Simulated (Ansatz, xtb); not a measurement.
**AlH6NO3: which of two structures lies lower**

We compare a, `O[NH2+][AlH-]([OH])[OH]`, a singlet, with b, a singlet given by its coordinates. Both are isolated molecules in the gas phase, relaxed with PBE0-D4/def2-SVP; the shapes shown needn't be the lowest conformers.

a (Å):

```tsv
atom	x (Å)	y (Å)	z (Å)
Al	0.1216	0.2369	-1.3796
N	-0.5510	-0.6020	0.3485
O	-1.4305	0.2509	1.0115
O	-0.7303	1.7201	-0.9692
O	1.7827	0.1157	-0.9286
H	-1.4028	1.0487	0.4160
H	0.2765	-0.7528	0.9372
H	-1.0122	-1.5095	0.2442
H	-0.4194	-0.5616	-2.6480
H	-1.1868	2.2892	-1.5896
H	2.5319	0.3109	-1.4909
```

b (Å):

```yaml
atoms:
  - { symbol: Al, position_ang: [0.6125, 0.3247, 1.3242] }
  - { symbol: N, position_ang: [-1.1007, 2.3449, 1.6443] }
  - { symbol: O, position_ang: [0.2537, 2.1279, 1.6336] }
  - { symbol: O, position_ang: [-1.1035, 0.0714, 0.7804] }
  - { symbol: O, position_ang: [0.7464, -0.5627, 2.8046] }
  - { symbol: H, position_ang: [-1.3412, 3.1320, 1.0309] }
  - { symbol: H, position_ang: [-1.4319, 2.5706, 2.5907] }
  - { symbol: H, position_ang: [-1.5124, 1.3714, 1.2704] }
  - { symbol: H, position_ang: [1.7695, 0.2145, 0.2384] }
  - { symbol: H, position_ang: [-1.5455, -0.7375, 1.0513] }
  - { symbol: H, position_ang: [1.5921, -0.8400, 3.1582] }
```

Close contacts (Å): Al1–O3 1.86, Al1–O4 1.82, Al1–O5 1.73, N2–O3 1.37, Al1–H9 1.59, N2–H6 1.03, N2–H7 1.03, N2–H8 1.12, O4–H10 0.96, O5–H11 0.96.

Energies in hartree; the thermal terms are from PBE0-D4/def2-SVP harmonic frequencies (ideal gas, rigid rotor, one conformer each, 298.15 K, 1 atm) and include the zero-point energy:

```
                              a           b
E, CCSD(T)/def2-SVP  −525.101148  −525.093126
    E, MP2/def2-SVP  −525.047910  −525.040553
  E, MP2/def2-TZVPP  −525.715730  −525.707801
  zero-point energy     0.079191     0.078382
       H(298 K) − E     0.087935     0.086680
       G(298 K) − E     0.047897     0.047689
```

**Question.** Correct the CCSD(T) difference for the basis set by the MP2 change, then work out ΔE, ΔE₀, ΔH and ΔG for a → b in kcal/mol (1 Eh = 627.51 kcal/mol) and the equilibrium ratio [b]/[a].

**Answer.** 1. Differences b − a: CCSD(T) +0.008022, MP2 in the small set +0.007357, MP2 in the large set +0.007929 Eh.
2. ΔE = +0.008022 + (+0.007929 − (+0.007357)) = +0.008594 Eh = +5.39 kcal/mol.
3. ΔE₀ = ΔE + ΔZPE = +0.008594 + (−0.000809) Eh = +4.89 kcal/mol.
4. ΔH = ΔE + (−0.001255) Eh = +4.61 kcal/mol.
5. ΔG = ΔE + (−0.000208) Eh = +5.26 kcal/mol, so ΔS = (ΔH − ΔG)/T = −9.2 J/(mol K).
6. kT = 0.9442 mEh, so K = [b]/[a] = exp(−ΔG/kT) = exp(−8.88) ≈ 1.4 × 10^−4.

Structure a is favoured at this temperature. An error of 1 kcal/mol in ΔG would change K by a factor of 5.4. Mirror images and further conformers aren't counted.

Other levels gave ΔE = +3.7 (PBE0-D4/def2-SVP); +6.5 (HF/def2-SVP); +4.6 (MP2/def2-SVP); +5.0 (CCSD(T)/def2-SVP) kcal/mol. The correlated steps freeze 9 core orbitals. Programs: Ansatz 0.2.0.

Both structures are adducts of the Lewis acid AlH(OH)₂. In a, hydroxylamine binds through nitrogen; in b, its tautomer ammonia oxide, H₃N–O, binds through oxygen. The N-bound form is lower at every level listed, and the thermal terms barely alter the gap.

Free ammonia oxide lies well above hydroxylamine, because moving the proton from oxygen to nitrogen separates charge. The modest preference of 5.39 kcal/mol therefore suggests that aluminium recovers most of that cost: it is a hard, oxophilic acceptor, and the oxide oxygen is a much stronger donor to it than the amine nitrogen. A hydrogen bond from the acidic N–H to a hydroxide on aluminium probably helps too. It shows in the stretched N2–H8 bond of 1.12 Å and in Al1–O4 being longer than Al1–O5, though a has an internal O–H···O bond of its own, so only the difference between the two counts. The softened N–H stretch probably also contributes to b's smaller zero-point energy. The equilibrium ratio says nothing about how fast the tautomers interconvert.
